## Band edges and carrier masses in cubic HfO₂

A simple picture of an ionic oxide has both band edges at the zone centre Γ, with a single round valley for electrons and heavier carriers for holes. Cubic HfO₂, computed here with PBE and spin-orbit coupling in an unrelaxed cell, departs from it. Both edges lie at X, the zone-boundary point along a cube axis, and the hole valley there is far from round. Whether its holes count as heavy depends on what is being asked of them.

Band valleys of cubic HfO₂ (Fm-3m, cell not relaxed) from Ansatz 0.2.0 with PBE, spin-orbit coupling, plane waves and PAW; cutoff 420 eV, 14×14×14 k mesh, Gaussian smearing 0.05 eV. Levels and slopes were taken on a 28×28×28 mesh at the converged density. Principal masses are given only for single bands, and values over 10 m_e are left out.

```csv
row,valley distance from edge (eV),valley edge,valley place,valley count,valley bands meeting,valley lightest mass (m_e),valley heaviest mass (m_e)
1,0.000,valence,X,3,2,0.286,3.156
2,0.538,valence,Gamma-X line,6,2,0.555,5.348
3,0.580,valence,K-Gamma line,12,2,0.306,n/a
4,0.000,conduction,X,3,2,0.755,1.238
5,0.106,conduction,Gamma,1,4,n/a,n/a
6,0.513,conduction,K-Gamma line,12,2,1.034,2.828
7,0.665,conduction,L,4,2,2.498,2.662
```

The valley distance from edge is measured into the band: downwards from the valence top and upwards from the conduction bottom. The valley count is the number of equivalent valleys in the zone, and the masses are in units of the free-electron mass. The number of bands meeting includes spin, so a value of 2 means a single band with its two spin partners. Only the conduction valley at Γ, with 4, has two such bands touching, and a single mass has no meaning there. The missing heaviest mass of the valence valley on the K–Γ line has another cause: that mass exists but is too large for the print limit of the table.

### Why the holes sit at X

The valence band is built mainly from oxygen 2p orbitals, and the oxygen atoms of this structure form a simple cubic lattice. A useful simpler system is therefore that lattice alone, with p orbitals on each site and contacts between nearest neighbours only. The top of its band is the wave in which each contact is as antibonding as possible. For p orbitals pointing along x, this requires equal signs from atom to atom along x, where lobes of opposite sign then meet head-on, and alternating signs along y and z, where the orbitals touch sideways.

In the HfO₂ crystal this wave belongs to an X point. The orbital may point along x, y or z, which gives the three equivalent valleys of the table. Symmetry adds a second reason for the high energy. Seen from a hafnium atom, the wave has the sign pattern of an f orbital, so hafnium s, p and d orbitals cannot mix with it, and the empty d states cannot pull it down.

The same picture explains which axis of the valley is light. Moving away from X along the line to Γ disturbs the strong head-on contacts, so the energy falls fast and the mass is small, 0.286. Moving across that line disturbs only the weak sideways contacts, and the mass is 3.156 in both directions. The ratio of 11 exceeds the factor of roughly four by which head-on p contacts usually outweigh sideways ones. By that rule the contacts alone supply at most a little over a third of the curvature along the line to Γ. The rest probably comes from mixing with empty hafnium d states. This mixing is forbidden at X itself but allowed on leaving X in either direction, and it bends the band further down. Simple models of the contacts between p and d orbitals make it stronger along the line to Γ than across it, but not by enough to give a ratio of 11. Symmetry suggests a further cause. The d orbital that mixes in along the line has no oxygen p partner at X itself. Those that mix in across it are already tied to other oxygen p states there and raised in energy, so they should pull the band down less.

### How far the oxygen lattice carries

The heavy mass can be turned into an estimate of how far the valence band at Γ lies below its top at X. Let V be the strength of one sideways contact, d the distance between neighbouring oxygen atoms and m the heavy mass. For a small step q across the axis, the oxygen lattice gives an energy drop of V d² q², which must equal ħ²q²/(2m). With ħ² divided by the electron mass equal to 7.6 eV Å², and d² = 6.5 Å², this gives

V = ħ²/(2 m d²) = 7.6 / (2 × 3.156 × 6.5) ≈ 0.185 eV.

At Γ the p orbitals have equal signs everywhere. The head-on contacts are as antibonding as before, but the four sideways contacts have turned from antibonding to bonding. Each changes the energy by 2V, so Γ should lie 8V, or about 1.5 eV, below X. The calculation puts it 0.559 eV below. The heavy mass served as input and is no test; the depth of Γ is one, and the estimate is 2.6 times too large.

The oxygen lattice thus gives the right place of the hole valley and its light direction, but not the energy scale. It also puts the second valence level at X above the top level at Γ, whereas the calculation has it well below, 1.506 eV under the band top. Mixing with hafnium d states can explain the direction of both errors. Across the axis at X it adds to the curvature, so the V read from the heavy mass is larger than the sideways contact alone would give. By symmetry the second level at X can also mix with the empty d states and is pushed down by them, while the top levels at X and Γ cannot. The analogy should therefore be used to locate the band top, not to predict level spacings.

### The two shallow crests

The valence valleys on the Γ–X and K–Γ lines look like ordinary secondary valleys, but they are small ripples around the Γ level. One crest lies 0.021 eV above that level and the other 0.021 eV below it. A plausible but untested cause is a near balance on leaving Γ: some sideways contacts become less bonding, which raises the band, while mixing with hafnium d states sets in and lowers it. Such a balance would leave the band almost flat in some directions, as the mass of 5.348 along the Γ–X line shows.

These crests are also not where holes go next when the top of the band fills. The level at the zone corner W is only 0.201 eV below the edge, much closer than either crest. W is reached from X along a heavy direction, so the band is a broad, gently sloping ridge there. Additional holes spread along this ridge before they reach the crests.

### Why the electrons are also at X, with Γ close behind

The conduction band starts with empty hafnium 5d states. Mixing with the filled oxygen 2p states below generally pushes such states up, so the lowest valleys should be those that escape it. At Γ, the pair of d orbitals favoured by a cube of eight oxygen neighbours has no oxygen s or p partner of the same symmetry. At X, symmetry likewise leaves single d states without an oxygen p partner, and the lowest band is probably one of these. On the K–Γ line and at L such mixing is allowed, and these valleys lie 0.513 and 0.665 eV above the edge.

This argument groups X and Γ together as low valleys but does not rank them. Their separation is only 0.106 eV, and its sign was not tested against a change of cell size or functional. The direct character of the gap is safer on the valence side. The gap at Γ is wider than at X by 0.665 eV, and 84 % of that excess comes from the lower valence level at Γ.

The electron valley at X is rounder than the hole valley, and its long and short axes are exchanged. The mass is 1.238 along the line to Γ and 0.755 across it. The exchange shows that the directions of strong coupling belong to the orbitals of each band and not to the X point itself. Which hafnium d orbital sets the pattern was not determined.

### Heavy or light holes

Two averages of the same three masses answer different questions. The density-of-states mass, the cube root of their product, tells how many carriers a valley can hold near its edge. It is 1.42 for a hole valley at X and 0.89 for an electron valley. Since there are three valleys of each kind, the holes have more room by this measure.

The conductivity mass tells how readily carriers respond to an electric field. It averages the inverse masses, so one light axis can dominate it. For the holes, the light axis contributes 1/0.286 ≈ 3.5 to the sum of inverses and the two heavy axes together only 2/3.156 ≈ 0.6. The result is 0.73 for holes against 0.87 for electrons, which reverses the order of the first average.

A large density of states at a band edge therefore does not by itself imply a sluggish carrier. The second ranking is the less secure of the two, because the masses differ by only 16 % relative to the electron value. PBE gaps are too small, which tends to make masses too light, and the mobility depends on scattering as well as on mass. The cubic phase is, moreover, a high-temperature form of HfO₂, so these valleys should not be carried over to the monoclinic material stable at room temperature.

For a related fluorite-type oxide, two questions give a first guess. Which wave makes the contacts between anion p orbitals most antibonding, and does symmetry keep the metal d states out of it? If that wave is again the one at X, its holes should be light along the p orbital and heavy across it. Low-lying empty f states, as in CeO₂, could upset this guess, because the wave has the right symmetry to mix with them. The averages and level differences used here are in the output that follows.

Printed output of the fit:

```
Averages of the valley masses:
  row  heaviest/lightest  DOS mass of one valley (m_e)  DOS mass of all equal valleys (m_e)  conductivity mass (m_e)
    1              11.03                         1.418                                2.949                   0.7264
    2              9.636                         1.181                                  3.9                   0.7914
    4               1.64                        0.8903                                1.852                   0.8679
    6              2.735                         1.791                                9.388                     1.64
    7              1.066                         2.552                                6.429                     2.55
Hole over electron at X, DOS mass of one valley: 1.592
Hole over electron at X, conductivity mass: 0.8369
Valence level at Gamma below the top at X (eV): 0.559
Valence level at W below the top at X (eV): 0.201
Valence level at L below the top at X (eV): 1.691
Next valence level at X below the top (eV): 1.506
Row 2 crest above the Gamma valence level (eV): 0.021
Row 3 crest below the Gamma valence level (eV): 0.021
Direct gap at X (eV): 3.724
Direct gap at Gamma (eV): 4.389
Direct gap at L (eV): 6.08
Excess of the Gamma gap over the X gap (eV): 0.665
Valence share of that excess (percent): 84.06
Sideways O-O coupling from the heavy hole mass (eV): 0.1845
Oxygen-only estimate of X above Gamma in the valence band (eV): 1.476
Estimate over computed difference: 2.64
```
